Hot-electron penetration depth and the short-pulse melting threshold

1. Model and conventions

A metal fills x > 0. A pulse of absorbed fluence F and length tp heats the electrons at the surface; the incident fluence is F/(1 − R). Electrons and lattice each have a temperature, and the lattice conducts no heat:

Ce ∂Te/∂t = ∂/∂x(κ ∂Te/∂x) − G(Te − Tl)   (1)
Cl ∂Tl/∂t = G(Te − Tl)   (2)

Premises:
P1. Degenerate electrons, Ce = γTe, so the electron energy density is e = γTe²/2.
P2. κ = Ce vF² τs/3 with the scattering rate set by phonons alone, 1/τs = B Tl (phonon number ∝ Tl above the Debye temperature). Then κ = κ0 Te/Tl, where κ0 = γ vF²/(3B) is the equilibrium conductivity.
P3. G and Cl are constant.
P4. Inside κ, Tl is replaced by one constant T̄.
P5. The source is a plane at x = 0 and heat flow is one-dimensional.
P6. Threshold: the surface lattice receives an energy density E*. The depth L is defined by F_th = E* L.

Derived scales: λ = (κ0/G)^(1/2), τ = Cl/G, Dl = κ0/Cl.

2. Diffusion is linear in Te²

By P1 the left side of (1) is ∂e/∂t. By P2 and P4, κ ∂Te/∂x = (κ0/2T̄) ∂(Te²)/∂x = D ∂e/∂x. For Te ≫ Tl:

∂e/∂t = D ∂²e/∂x² − G (2e/γ)^(1/2),   D = κ0/(γT̄)   (3)

Ce and κ are both ∝ Te, so D does not depend on Te. At early times the loss term has removed little energy. Drop it and take tp → 0. The solution with no flux at x = 0 and ∫e dx = F is

e = F (πDt)^(−1/2) exp(−x²/4Dt)   (4)

Its rms depth is ⟨x²⟩^(1/2) = (2Dt)^(1/2), and the surface temperature is

Te0(t) = (2F/γ)^(1/2) (πDt)^(−1/4)   (5)

3. Cut-off at the coupling time

A uniform hot gas obeys γTe dTe/dt = −G Te, so dTe/dt = −G/γ: Te falls linearly and the gas is drained after γTe/G. Stop the diffusion when the elapsed time equals the drain time at the surface, tR = γTe0(tR)/G. With (5), tR^(5/4) = (2γF/G²)^(1/2) (πD)^(−1/4), so

tR = (2γF/G²)^(2/5) (πD)^(−1/5),   ℓ(F) = (2D tR)^(1/2) ∝ F^(1/5)   (6)

Closure: the energy is taken to end up in a slab of thickness ℓ, so L = ℓ(E*L). Put tR = L²/2D and F = E*L into the line above (6):

L^(5/2) (2D)^(−5/4) = (2γE*L/G²)^(1/2) (πD)^(−1/4)
L² = 2^(7/4) π^(−1/4) D (γE*)^(1/2)/G

Square, use D²γ = κ0²/(γT̄²), take the fourth root, and note 2^(7/8) = 128^(1/8):

L = (128/π)^(1/8) [κ0² E*/(γT̄²G²)]^(1/4)   (7)

The choice E* = Cl Tm (initial temperature T0 neglected) and T̄ = Tm gives the form associated with Corkum and co-workers (1988):

Lc = 1.59 [κ0² Cl/(γTm G²)]^(1/4) = 1.59 λ (Cl/γTm)^(1/4)   (8)
Fc = Cl Tm Lc ∝ κ0^(1/2) Cl^(5/4) Tm^(3/4) γ^(−1/4) G^(−1/2)   (9)

tp does not appear, since (4) depends on F alone once t ≫ tp. At threshold γTe0²/2 = F/(πD tR)^(1/2) = (2/π)^(1/2) E*, so the cut-off temperature

TR = [2 (2/π)^(1/2) E*/γ]^(1/2)   (10)

is independent of κ0 and G.

For long pulses Te ≈ Tl and Cl ≫ Ce, so heat diffuses with Dl. In the same rms convention the depth is (2Dl tp)^(1/2). It equals Lc at tc = Lc²/2Dl:

tc = (8/π)^(1/4) [Cl³/(γTm G²)]^(1/2) = 1.26 τ (Cl/γTm)^(1/2),   tc/tR = D/Dl = Cl/γTm   (11)

The two-line picture is L = max[Lc, (2Dl tp)^(1/2)]. The exponents in (7) to (11) follow from the premises. The prefactors follow from three conventions: drain time, rms depth, slab. The derivation needs tp ≪ tR, a much stronger condition than tp < tc. Both points are examined next.

4. Keeping the loss: a test of the prefactor

Keep the width of (4) but let the electron energy per area Q(t) replace F. Then Te = Te0 exp(−x²/8Dt), ∫Te dx = Te0 (2πDt)^(1/2), and integrating (3) over x gives

dQ/dt = −G (2Q/γ)^(1/2) 2^(1/2) (πDt)^(1/4)

Divide by 2Q^(1/2), integrate, and use G γ^(−1/2) (πD)^(1/4) = (2F)^(1/2) tR^(−5/4) from (6):

(Q/F)^(1/2) = 1 − (t/te)^(5/4),   te = (5/(4√2))^(4/5) tR = 0.91 tR   (12)

The electrons are drained close to tR, which supports the cut-off. The surface lattice receives ∫G Te0 dt with Te0 ∝ t^(−1/4)[1 − (t/te)^(5/4)]. The integral over s = t/te from 0 to 1 is 4/3 − 1/2 = 5/6. For the loss-free (5), G Te0(tR) tR = γTe0² = 2(2/π)^(1/2) F/ℓ. Hence

E(0) = 2(2/π)^(1/2) (5/6) (te/tR)^(3/4) F/ℓ = 1.23 F/ℓ   (13)

So L = 0.81 ℓ(E*L). Since ℓ ∝ F^(1/5), L^(4/5) scales by this factor, and L0 = 0.81^(5/4) Lc = 0.77 Lc. This is still an ansatz. The fractional loss rate 2G/(γTe) is largest in the cold tail, which narrows the profile and lowers L. The dropped Tl in G(Te − Tl) reduces the surface deposit and raises L. The prefactor of (8) is uncertain by a few tens of per cent.

The share of E(0) delivered before time t is (8/5)s^(3/4) − (3/5)s². A pulse of length tp reshapes Te mainly for t ≲ tp, so this share at t = tp measures the departure from the plateau.

5. Pulses longer than tR

Now the electrons follow the source, Ce ∂Te/∂t is negligible, and a flat-top flux I = F/tp enters at x = 0. Two limits are solvable.

(a) Tl frozen at T̄, conductivity nonlinear. With θ = Te/T̄ and w = θ², (1) reads w″ = (2/λ²)(w^(1/2) − 1). Multiply by w′ and integrate from the bulk, where w = 1 and w′ = 0:

w′²/2 = (2/λ²)(θ − 1)²(2θ + 1)/3

The flux is I = κ0T̄|w′|/2 = (κ0T̄/λ)(θ0 − 1)[(2θ0 + 1)/3]^(1/2), and the surface deposition rate is G T̄(θ0 − 1). Their ratio is the depth λ[(2θ0 + 1)/3]^(1/2). At threshold G T̄(θ0 − 1) tp = E*, so θ0 = 1 + τ/tp for the choice made in (8):

La² = λ²[1 + 2τ/(3tp)]   (14)

A longer pulse keeps the electrons cooler, κ is smaller, and the depth falls.

(b) κ = κ0, lattice free to heat. Take Laplace transforms (variable p) of the temperature rises. Equation (2) gives Tl = Te/(1 + pτ). Equation (1) gives Te″ = q²Te with q² = pτ/[λ²(1 + pτ)]. The flux condition gives Te(0) = I/(pκ0q). Then p Tl(0) = (I/λCl) [p(p + 1/τ)]^(−1/2), whose inverse is

Cl dTl(0)/dt = (I/λ) exp(−z) I0(z),   z = t/2τ

with I0, I1 modified Bessel functions. This rate decreases with t, so by superposition the surface cools as soon as the pulse ends and the peak is at tp. Since d/dz[z e^(−z)(I0 + I1)] = e^(−z) I0,

Lb = λ e^z/[I0(z) + I1(z)],   z = tp/2τ   (15)

For z ≫ 1, I0 + I1 → 2e^z/(2πz)^(1/2) and Lb → (√π/2)(Dl tp)^(1/2) = 0.89 (Dl tp)^(1/2), the exact one-temperature result for constant flux. The rms convention has 1.41 in this place.

An interpolation that reduces to (14) for tp ≪ τ and to (15) for tp ≫ τ is

L² ≈ Lb² + 2λ²τ/(3tp)   (16)

It has a minimum near tp ≈ τ, with L = 1.49 λ at tp = τ, against L0 = 0.77 × 1.59 (Cl/γTm)^(1/4) λ on the plateau. Under P1 to P6 the threshold is therefore independent of pulse length only for tp ≪ tR. Between tR and tc it dips below the plateau, and it regains the plateau level near tc, beyond which it grows as tp^(1/2). The statement "flat below tc" holds to within the depth of this dip.

6. Illustration: Cu mirror, 100 fs to 1 ns

Typical inputs: κ0 = 400 W/(m K), γ = 97 J/(m³ K²), Cl = 3.5×10⁶ J/(m³ K), G = 1×10¹⁷ W/(m³ K), Tm = 1358 K, T0 = 300 K. G is the least certain.

Scales: λ = 63 nm, τ = 35 ps, Cl/γTm = 27, E* = 4.75×10⁹ J/m³, D = 30 cm²/s, Dl = 1.1 cm²/s.
From (8) to (11): Lc = 0.23 µm, Fc = 0.11 J/cm², TR = 8.8×10³ K, tR = 8.6 ps, tc = 0.23 ns.
At F = Fc, te = 7.8 ps, and the share delivered before tp is 0.06 at 100 fs and 0.33 at 1 ps.

The model's depths and absorbed thresholds, all with E* = Cl Tm and T̄ = Tm:

tp        two-line L, F_th       refined L, F_th
100 fs    0.23 µm, 0.11 J/cm²    0.18 µm, 0.083 J/cm²   (L0)
35 ps     0.23 µm, 0.11 J/cm²    0.094 µm, 0.045 J/cm²  (16)
100 ps    0.23 µm, 0.11 J/cm²    0.11 µm, 0.052 J/cm²   (16)
300 ps    0.26 µm, 0.12 J/cm²    0.17 µm, 0.081 J/cm²   (16)
1 ns      0.48 µm, 0.23 J/cm²    0.30 µm, 0.14 J/cm²    (16)

At 35 ps, θ0 = 2 and the electron response time γTe/G is 2.6 ps, so the quasi-steady treatment applies. From about 1 ps to a few tR neither limit holds. The value at 35 ps is 0.54 of the plateau, and (16) regains L0 at 0.32 ns, the same order as tc. A Cu film much thinner than L on a poor conductor, as in wiring on oxide, is heated uniformly and has F_th = E* × thickness.

7. Range of validity, with sizes for Cu

Te ≫ Tl. Tm/TR = 0.15. Equilibrium diffusion during tR covers (tR/tc)^(1/2) = 0.19 of Lc. Both are small.

Constant T̄ and E*. The lattice moves from T0 to Tm during the spreading. T̄ = T0 in (7) would raise L by a factor 2.1, the extreme case. The pair E* = Cl(Tm − T0), with Tm − T0 = 1058 K, and T̄ = (T0 + Tm)/2 = 829 K multiplies L by 1.20 and F_th by 0.94. For long pulses T̄ drops out and F_th is multiplied by 0.78, giving 0.11 J/cm² at 1 ns.

Constant Cl and 1/τs ∝ Tl. With a Debye temperature of 343 K (compiled value, Wikipedia), the leading correction to the classical heat capacity at T0 is −θD²/(20T0²) = −0.065 and fades on heating.

Latent heat. P6 with these E* marks the onset of melting. With typical values of 13.3 kJ/mol and 7.11 cm³/mol, full melting of the surface layer raises E* = Cl Tm by a factor 1.39 and the plateau, ∝ E*^(5/4) at fixed T̄, by 1.5.

Surface source. An optical depth of about 13 nm and a mean free path of about 40 nm at T0 (typical) lie below L0, but not far below the depths in the dip. The spot must be much wider than L.

Electron-electron scattering. P2 drops a rate A Te². The estimate A ≈ kB²/(ħEF), with prefactor one and a typical EF = 7.0 eV, gives 1.6×10⁶ K⁻² s⁻¹. With a typical vF = 1.57×10⁶ m/s, B = γvF²/3κ0 = 2.0×10¹¹ K⁻¹ s⁻¹. Then A TR²/(B Tm) = 0.47, and more before tR or with a larger prefactor. This term rivals the one kept.

Linear Ce and constant G. kB TR = 0.76 eV is 0.11 of EF, and (5) gives 2.7×10⁴ K, or 2.3 eV, at 100 fs. The Cu d band starts about 2 eV below the Fermi level (typical), so d electrons are excited and both Ce and G exceed their cold values. The electrons also need not be thermal within the first 100 fs.

Damage mode. A laterally clamped, vertically relaxed (100) layer has the biaxial modulus C11 + C12 − 2C12²/C11 = 115 GPa, from C11 = 168.3 and C12 = 121.2 GPa (compiled values, Blaschke). With an expansion coefficient of 16.5×10⁻⁶/K (compiled value, Kaye and Laby Online) the stress is 1.9 MPa/K. A typical yield stress of order 0.1 GPa is passed long before Tm, so repeated pulses can roughen a mirror by slip below F_th.

The last two electronic effects both shorten the plateau depth, through L ∝ (κ0/G)^(1/2) γ^(−1/4) in (7). For illustration, dividing κ0 by 1.47 and doubling G multiplies L0 by 0.58, giving 0.10 µm and 0.049 J/cm². They act weakly at 35 ps, where Te is a few thousand kelvin, so they tend to fill the dip. As typical knowledge, the layer heated in Cu by a femtosecond pulse near the melting threshold is of order 0.1 µm deep. The model's Lc = 0.23 µm and Fc = 0.11 J/cm² are thus likely high, by up to a factor of about two, and a G extracted from a threshold through (9) is an average over the hot transient, with twice the relative uncertainty of the prefactor.